# Long-wavelength density fluctuations of electrons in nondegenerate n-type silicon

## Problem

Two n-Si samples are held at $T=300$ K. Their free-electron densities are $n_A=1.0\times10^{16}$ cm$^{-3}$ and $n_B=1.0\times10^{18}$ cm$^{-3}$. Treat the carriers as an electron gas in a uniform positive background, embedded in a medium of permittivity $\epsilon=\epsilon_b\epsilon_0$ (SI formulas).

Compiled measured values: static dielectric constant $\epsilon_b=11.7$ (Ioffe Institute), fundamental gap 1.12 eV (Wing 2021), direct gap 3.35 eV (Tiago 2004).

Typical values, used as inputs: six equally filled valleys with $m_l=0.92\,m_e$ and $m_t=0.19\,m_e$; mobilities $\mu_A=1200$ and $\mu_B=280$ cm$^2$/(V s); nonparabolicity $\alpha=0.5$ eV$^{-1}$; SiO$_2$ dielectric constant 3.9.

(a) Find the mass in the f-sum rule, $\hbar\omega_p$ and the Debye length, and test nondegeneracy and weak coupling.
(b) Find the $q^2$ term of the static structure factor $S(q)$ and the second moment of $g(r)-1$.
(c) For sample A compare with the Debye–Hückel form, and estimate what discrete donors add.
(d) Decide how much of (b) survives the scattering implied by the mobilities.
(e) For a Si(100) inversion layer with $n_s=1.0\times10^{12}$ cm$^{-2}$, in-plane mass $m_t$, under an oxide assumed much thicker than $1/q$, find $S$ at $T=0$ and $q=1.0\times10^{5}$ cm$^{-1}$.

## Why the formula holds

Let $\rho_{\mathbf q}=\sum_j e^{-i\mathbf q\cdot\mathbf r_j}$ be the envelope density of the $N$ carriers, and for $q\neq0$

$$S(q)=\frac1N\langle\delta\rho_{\mathbf q}\,\delta\rho_{-\mathbf q}\rangle=1+n\int[g(r)-1]\,e^{-i\mathbf q\cdot\mathbf r}\,d^3r .$$

The interaction is $v_q=e^2/(\epsilon q^2)$. The carrier dielectric function $\varepsilon(q,\omega)$, taken relative to the background, obeys $1/\varepsilon=1+v_q\chi$, where $\chi$ is the density response per volume to an external potential energy. With the loss function $L=\mathrm{Im}[-1/\varepsilon]\ge0$ for $\omega>0$, and $\omega_p^2=ne^2/(\epsilon m)$ so that $nv_q=m\omega_p^2/q^2$, the fluctuation–dissipation theorem reads

$$S(q)=\frac{\hbar q^2}{\pi m\omega_p^2}\int_0^\infty d\omega\,\coth\!\Big(\frac{\hbar\omega}{2k_BT}\Big)L(q,\omega).$$

Two rules constrain $L$. The f-sum rule comes from the double commutator $[[H,\rho_{\mathbf q}],\rho_{-\mathbf q}]$, to which only the kinetic energy contributes. The second is the Kramers–Kronig relation at $\omega=0$, where a conductor screens perfectly, $1/\varepsilon(q,0)\to0$:

$$\int_0^\infty\omega L\,d\omega=\frac{\pi}{2}\omega_p^2,\qquad \int_0^\infty\frac{L}{\omega}\,d\omega=\frac{\pi}{2}\Big[1-\frac{1}{\varepsilon(q,0)}\Big]\xrightarrow{q\to0}\frac{\pi}{2}.$$

As $q\to0$, $P(\omega)=2L/(\pi\omega)$ is therefore a normalised distribution with $\langle\omega^2\rangle_P=\omega_p^2$.

**Predict.** Do these two rules force all the weight into one line at $\omega_p$?

They do not. They fix the norm of $P$ and the mean of $\omega^2$, and leave the spread free. The spread is removed by the equation of motion. In $\ddot\rho_{\mathbf q}$ the kinetic term is of order $q^2$. The force term is a sum over wavevectors $\mathbf k$. Its mean-field part, where one density factor is replaced by $N$, gives $-\omega_p^2\rho_{\mathbf q}$. The remaining terms pair $\mathbf k$ with $\mathbf q-\mathbf k$ and carry the factor $\mathbf q\cdot\mathbf k\,v_k+\mathbf q\cdot(\mathbf q-\mathbf k)\,v_{|\mathbf q-\mathbf k|}$, whose part linear in $q$ cancels because pair forces conserve total momentum. The fluctuation of $\rho_{\mathbf q}$ itself is of order $q$, so in a one-component gas on a uniform background it is a harmonic oscillator at leading order. Then $L\to(\pi\omega_p/2)\,\delta(\omega-\omega_p)$, which saturates both rules, and

$$S(q)\to\frac{\hbar q^2}{2m\omega_p}\coth x=\frac{q^2}{k_D^2}\,x\coth x,\qquad x=\frac{\hbar\omega_p}{2k_BT},\qquad k_D^2=\frac{ne^2}{\epsilon k_BT}=\frac{m\omega_p^2}{k_BT}.$$

This holds at any coupling in the fluid phase and at any degeneracy. To pass to real space, average the exponential over angles, $\sin(qr)/(qr)=1-q^2r^2/6+\dots$, and match powers of $q$. With $\lambda_D=1/k_D$,

$$n\int[g-1]\,d^3r=-1,\qquad M_2\equiv n\int r^2[g-1]\,d^3r=-\frac{3\hbar}{m\omega_p}\coth x=-6\lambda_D^2\,x\coth x .$$

At $T=0$, $M_2=-3\hbar/(m\omega_p)$. Classically $x\coth x\to1$, so $S\to q^2/k_D^2$ and $M_2=-6\lambda_D^2$, the second-moment condition of Stillinger and Lovett (1968).

## (a) Scales

**Predict.** Which of the masses $m_l$, $m_t$, or which average, enters $\omega_p$? Does it depend on the direction of $\mathbf q$?

Each valley contributes $n_\nu\,\mathbf q\cdot M_\nu^{-1}\mathbf q$ to the double commutator. The three valley axes give inverse-mass tensors with $1/m_l$ in the $x$, $y$ or $z$ place and $1/m_t$ in the other two. Their average is isotropic, and the mass is the conductivity mass:

$$\frac{m_e}{m_c}=\frac13\,(1.087+10.526)=3.871,\qquad m_c=0.258\,m_e .$$

For sample A, $n=1.0\times10^{22}$ m$^{-3}$ and $k_BT=25.85$ meV:

$$\omega_p^2=\frac{ne^2}{11.7\,\epsilon_0\times0.258\,m_e}=1.054\times10^{25}\ \mathrm{s^{-2}},\qquad \lambda_D^2=\frac{11.7\,\epsilon_0k_BT}{ne^2}=1672\ \mathrm{nm^2}.$$

Degeneracy is measured against the effective density of states, with spin and valley factor 12:

$$N_c=12\,(m_lm_t^2)^{1/2}\Big(\frac{k_BT}{2\pi\hbar^2}\Big)^{3/2}=2.74\times10^{19}\ \mathrm{cm^{-3}}.$$

Coupling is measured by $k_Dl_B$, where $l_B=e^2/(4\pi\epsilon k_BT)=4.76$ nm is the distance at which the pair energy equals $k_BT$.

| | A | B |
|---|---|---|
| $\omega_p$ (s$^{-1}$) | $3.25\times10^{12}$ | $3.25\times10^{13}$ |
| $\hbar\omega_p$ (meV) | 2.14 | 21.4 |
| $x$ | 0.0413 | 0.413 |
| $\lambda_D$ (nm) | 40.9 | 4.09 |
| $n/N_c$ | $3.6\times10^{-4}$ | 0.036 |
| $k_Dl_B$ | 0.116 | 1.16 |

Both samples are nondegenerate. Sample A is weakly coupled, and sample B is not. Holes play no part: the gap is $43.3\,k_BT$, and if the valence-band density of states is assumed equal to $N_c$, the hole density $N_c^2e^{-E_g/k_BT}/n$ in A is about $1\times10^{4}$ cm$^{-3}$.

## (b) The $q^2$ term and the second moment

**Predict.** If the conductivity mass were doubled, how would the classical coefficient of $q^2$ change?

It would not change. The product $m\omega_p^2=ne^2/\epsilon$ contains no mass, as expected of a classical equal-time correlation, where momenta integrate out. The mass enters through the quantum factor alone, $x\coth x=1+x^2/3-\dots$, and $x^2/3=\hbar^2k_D^2/(12m_ck_BT)$ compares the squared thermal wavelength with $\lambda_D^2$.

For A, $x\coth x-1=5.7\times10^{-4}$, so

$$S_A(q)\to(1.67\times10^{3}\ \mathrm{nm^2})\,q^2,\qquad M_2=-1.00\times10^{4}\ \mathrm{nm^2}.$$

The hole around an electron holds exactly one missing electron and has a root-mean-square radius $\sqrt6\,\lambda_D=100$ nm. The quantum factor does not show at three figures. It is also smaller than the spread of the input: the compiled high-frequency constant 11.85 (Skelton 2020) lies 1.3 % above the static 11.7, and $\lambda_D^2\propto\epsilon_b$.

For B, $x\coth x=1.056$. The coefficient rises from $\lambda_D^2=16.7$ nm$^2$ to 17.7 nm$^2$, and $M_2$ goes from $-100$ nm$^2$ to $-106$ nm$^2$.

The zero-point limit at fixed $n$ is $M_2=-3\hbar/(m_c\omega_p)=-6\lambda_D^2x$, which is $-415$ nm$^2$ for A and $-41.5$ nm$^2$ for B. The crossover $x=1$ lies at $\hbar\omega_p/2k_B=12.4$ K and 124 K. These are limits of the model only. With a typical shallow-donor binding energy near 45 meV the carriers freeze out on cooling, so $n$ does not stay fixed.

**Predict.** Slight degeneracy weakens static screening in B. Should $k_D^2$ in the $q^2$ term be replaced by the true screening wavevector $k_s^2=(e^2/\epsilon)\,\partial n/\partial\mu_F$, with $\mu_F$ the chemical potential?

No. The classical part of the integral, from $\coth y\to1/y$, is

$$S_{\rm cl}(q)=\frac{q^2}{k_D^2}\Big[1-\frac{1}{\varepsilon(q,0)}\Big],\qquad \frac1{\varepsilon(q,0)}\to\frac{q^2}{k_s^2}.$$

The prefactor comes from $k_BT/(nv_q)$ and contains $n$ itself, while $k_s$ first appears at order $q^4$. For an ideal Fermi gas with fugacity $z$, $n=N_c(z-z^2/2^{3/2}+\dots)$ gives $k_s^2\simeq k_D^2[1-n/(2^{3/2}N_c)]$, a reduction of 1.3 % in B that leaves the $q^2$ term alone.

## (c) Debye–Hückel form and the donors

For a classical, weakly coupled gas $\varepsilon(q,0)=1+k_D^2/q^2$, so

$$S_{\rm DH}(q)=\frac{q^2}{q^2+k_D^2},\qquad g(r)-1=-\frac{l_B}{r}\,e^{-k_Dr}.$$

**Predict.** This $g$ is a linearised approximation and is even negative at small $r$. Will it satisfy the two exact moment conditions?

It satisfies both. Since $k_D^2=4\pi nl_B$, the zeroth moment is $-k_D^2\int_0^\infty re^{-k_Dr}dr=-1$ and the second is $-k_D^2\int_0^\infty r^3e^{-k_Dr}dr=-6/k_D^2$. Coupling corrections rearrange $g$ without changing these two numbers. They enter at order $q^4$ through $k_s^2=k_D^2\,k_BT/(\partial p/\partial n)$. The Debye–Hückel interaction energy per electron is $(n/2)\int(g-1)\,k_BT\,(l_B/r)\,d^3r=-k_BT\,k_Dl_B/2$. The Coulomb virial theorem gives one third of it, $p=nk_BT(1-k_Dl_B/6)$, and since $k_D\propto n^{1/2}$, $\partial p/\partial n=k_BT(1-k_Dl_B/4)$. The shift $k_Dl_B/4$ is 0.029 in A. In B it would be 0.29, too large for the expansion, so $S_{\rm DH}$ is not trusted there beyond the $q^2$ term.

**Predict.** The background is really a set of fixed point donors at random sites. Does the total electron density still have $S\to0$ as $q\to0$?

It does not. The mean electron density follows the donors. In linear screening $\langle\rho_{\mathbf q}\rangle=\rho^{D}_{\mathbf q}\,k_D^2/(q^2+k_D^2)$, and for uncorrelated ionised donors of density $n$, $|\rho^D_{\mathbf q}|^2/N$ averages to 1. This frozen part is

$$S_{\rm el}(q)=\Big(\frac{k_D^2}{q^2+k_D^2}\Big)^2 .$$

For sample A, $k_D=2.45\times10^{5}$ cm$^{-1}$:

| $q\lambda_D$ | $q$ ($10^4$ cm$^{-1}$) | $q^2/k_D^2$ | $S_{\rm DH}$ | $S_{\rm el}$ |
|---|---|---|---|---|
| 0.1 | 2.45 | 0.010 | 0.0099 | 0.98 |
| 0.3 | 7.34 | 0.090 | 0.083 | 0.84 |
| 1.0 | 24.5 | 1.0 | 0.50 | 0.25 |

The $q^2$ law overshoots $S_{\rm DH}$ by the relative amount $q^2\lambda_D^2$. At $q\lambda_D=0.1$ the frozen part is 99 times the thermal part. It is time independent and does not enter $L$. The sum rules, and the $\delta\rho$ in the definition of $S$, refer to fluctuations about the mean density for a fixed donor arrangement, and $M_2$ refers to the correlation of those fluctuations.

## (d) Scattering

The oscillator argument used momentum conservation. Donors and phonons break it. Collisions between electrons of valleys with different masses along $\mathbf q$ spoil it too, since they conserve momentum but not current. A Drude rate $\gamma=e/(m_c\mu)$ gives $5.7\times10^{12}$ s$^{-1}$ for A and $2.4\times10^{13}$ s$^{-1}$ for B, that is $\hbar\gamma=3.7$ meV and 16 meV, and $\gamma/\omega_p=1.7$ and 0.75. Neither sample has a sharp plasmon. In A the width exceeds the frequency.

**Predict.** With the line this broad, is $S\to q^2/k_D^2$ lost?

Write the leading coefficient as an average over $P$, with $y=\hbar\omega/2k_BT$:

$$\mathcal R\equiv\lim_{q\to0}\frac{k_D^2S(q)}{q^2}=\langle y\coth y\rangle_P,\qquad y\coth y=1+2\sum_{k=1}^\infty\frac{\omega^2}{\omega^2+\nu_k^2},\qquad \nu_k=\frac{2\pi k\,k_BT}{\hbar}.$$

The leading 1 averages to 1 by perfect screening, whatever the line shape. Each further term is positive, and it is a concave function of $u=\omega^2$, because $d^2[u/(u+a)]/du^2=-2a/(u+a)^3<0$. Jensen's inequality with $\langle\omega^2\rangle_P=\omega_p^2$ then gives

$$1\le\mathcal R\le x\coth x .$$

The single-line formula is an upper bound, reached when the plasmon exhausts the rules. For A the two sum rules alone confine $\mathcal R$ to a window of width $5.7\times10^{-4}$.

To see where in the window a broad line falls, take $\varepsilon=1-\omega_p^2/[\omega(\omega+i\gamma)]$, for which

$$L=\frac{\omega_p^2\gamma\omega}{(\omega^2-\omega_p^2)^2+\gamma^2\omega^2}$$

obeys both rules for any $\gamma$. The Kramers–Kronig relation at imaginary frequency gives $\langle\omega^2/(\omega^2+\nu^2)\rangle_P=1-1/\varepsilon(i\nu)$, hence

$$\mathcal R=1+2\sum_{k=1}^\infty\frac{\omega_p^2}{\nu_k^2+\gamma\nu_k+\omega_p^2}.$$

**Predict.** Is the damping to be compared with $\omega_p$ or with something else?

It is compared with $\nu_1$, and $\hbar\nu_1=2\pi k_BT=162$ meV. The ratio $\gamma/\nu_1$ is 0.023 in A and 0.099 in B. The sum gives $\mathcal R-1=5.6\times10^{-4}$ for A against $5.7\times10^{-4}$ undamped, and 0.053 for B against 0.056. Damping that destroys the line shape hardly moves the equal-time correlation.

Three neglected effects limit the precision of the quantum correction. A rate taken from the dc mobility need not hold at 162 meV, so the Drude shift shows a size only. Nonparabolicity, $E(1+\alpha E)=\sum_i\hbar^2k_i^2/2m_i$, changes the thermally averaged inverse mass in the f-sum rule by the factor $1-5\alpha k_BT$ at first order, which lowers $\omega_p^2$ and the correction by about 6 %. Finally, terms with $\hbar\nu_k$ above the direct gap, $k\ge21$, lie outside an effective-mass model with constant $\epsilon_b$, and $\sum_{k\ge21}k^{-2}$ is 3 % of $\sum_{k\ge1}k^{-2}$. With damping and nonparabolicity applied, the model's quantum correction is about 0.05 % in A and about 5 % in B. One figure is what these inputs support.

## (e) The inversion layer

**Predict.** In a sheet the interaction is $v_q=e^2/(2\bar\epsilon\epsilon_0q)$. Which power of $q$ does $S$ follow at $T=0$?

The f-sum rule keeps its form, $1/\varepsilon(q,0)\propto q$ still vanishes, and the oscillator argument carries over with

$$\omega_p^2(q)=\frac{n_sv_qq^2}{m}=\frac{n_se^2q}{2\bar\epsilon\epsilon_0m},\qquad S(q)\to\frac{\hbar q^2}{2m\,\omega_p(q)}\propto q^{3/2}.$$

For a sheet between silicon and thick oxide, $\bar\epsilon=(11.7+3.9)/2=7.8$. With $m=0.19\,m_e$ and $q=1.0\times10^{7}$ m$^{-1}$, $\omega_p=1.04\times10^{13}$ s$^{-1}$, $\hbar\omega_p=6.8$ meV and the model's $S=2.9\times10^{-3}$. The wavevector is small enough: with two valleys and two spins $k_F=(\pi n_s)^{1/2}$, $v_F=\hbar k_F/m=1.08\times10^{5}$ m/s and $(v_Fq/\omega_p)^2=0.011$.

The term $q^{3/2}$ is not analytic, so $g-1$ has a tail $\propto r^{-7/2}$ and no finite second moment exists. The limits $T\to0$ and $q\to0$ also fail to commute. Since $\omega_p(q)\to0$, at any finite temperature the smallest $q$ are classical and $S\to k_BT/(n_sv_q)\propto q$. At the chosen $q$ the crossover $\hbar\omega_p/2k_B$ is 40 K. A gate closer than $1/q=100$ nm would cut off the long-range interaction, make $\omega_p\propto q$, and turn the $T=0$ law into $S\propto q$.

## Results of the model

For bulk n-Si at 300 K the thermal density fluctuations follow $S\to(1.67\times10^3\ \mathrm{nm^2})\,q^2$ at $10^{16}$ cm$^{-3}$. At $10^{18}$ cm$^{-3}$ the coefficient lies between 16.7 and 17.7 nm$^2$ and close to the upper value. The classical coefficients depend only on $n$, $T$ and $\epsilon_b$. The sharp-line spectrum misses the scattering-broadened one by a width comparable to $\omega_p$ itself, yet the two sum rules keep the $q^2$ coefficient within the factor $x\coth x$ of $\lambda_D^2$.